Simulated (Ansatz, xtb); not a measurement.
Ligand exchange: BrF + C2H8Si2 → SiH3F + C2H5BrSi

Species: BrF, singlet; C2H8Si2 `C=C[SiH2][SiH3]`, singlet; SiH3F `F[SiH3]`, singlet; C2H5BrSi `C=C[SiH2]Br`, singlet. The partners trade Br for SiH3: F–Br and Si–SiH3 bonds give way to F–SiH3 and Si–Br.

Shapes, held fixed at every level: PBE0-D4/def2-TZVP. Flexible molecules stand in one conformer, not always the lowest. Programs: Ansatz 0.2.0, xtb 6.7.1. The zero-point and thermal change to 298 K, harmonic and unscaled (PBE0-D4/def2-TZVP), is +4.7 kJ/mol.

```csv
level,kind,ΔH(298 K) (kJ/mol),less CCSD(T)/def2-TZVPP,CPU time (sum over the molecules)
GFN2-xTB,semi-empirical,-475.9,-14.6,0.13 s
HF/def2-TZVPP,Hartree–Fock,-504.7,-43.4,–
PBE-D4/def2-TZVPP,GGA,-414.3,+47.0,24 s
BHLYP-D4/def2-TZVPP,global hybrid,-473.7,-12.4,28 s
wB97M-V/def2-TZVPP,range-separated hybrid,-458.6,+2.7,1.7 min
wB97X-V/def2-TZVPP,range-separated hybrid,-450.0,+11.3,72 s
B2PLYP/def2-TZVPP,double hybrid,-462.3,-1.0,51 s
CCSD/def2-TZVPP,coupled cluster or CI,-468.6,-7.3,–
CCSD(T)/def2-TZVPP,coupled cluster or CI,-461.3,0.0,14 min
```

The highest level, CCSD(T)/def2-TZVPP, gives ΔH(298 K) = -461.3 kJ/mol; the levels span -504.7 to -414.3. The column of differences is taken from that level and isn't an error. No measured value is set beside it here. Relativity is left out for Br. Outer-core shells of Br are correlated in most correlated rows, in sets that cover them unevenly. Times are processor times on shared x86 and Arm servers, and rough.

The exchange is strongly exothermic at every level, and the spread between methods changes the size of the heat release but not its sign. The driving force is the replacement of a weak F–Br bond and a modest Si–Si bond by two polar bonds to electropositive silicon, with the very strong Si–F bond contributing most. In redox terms, bromine goes from positive to negative as the Si–Si bond is oxidised; the vinyl group is largely a spectator.

Hartree–Fock exaggerates the exothermicity, and CCSD and then the triples reduce it, so correlation stabilises the reactants more than the products. This fits the compact, lone-pair-rich F–Br bond, which mean-field theory underbinds. PBE errs the other way relative to CCSD(T), probably because it overbinds that same bond. The close agreement of B2PLYP, at -462.3 kJ/mol, may owe something to cancellation and doesn't establish general accuracy for such exchanges. Nor do the energies show which silicon would take the fluorine, since the product pair with the halogens swapped wasn't computed.
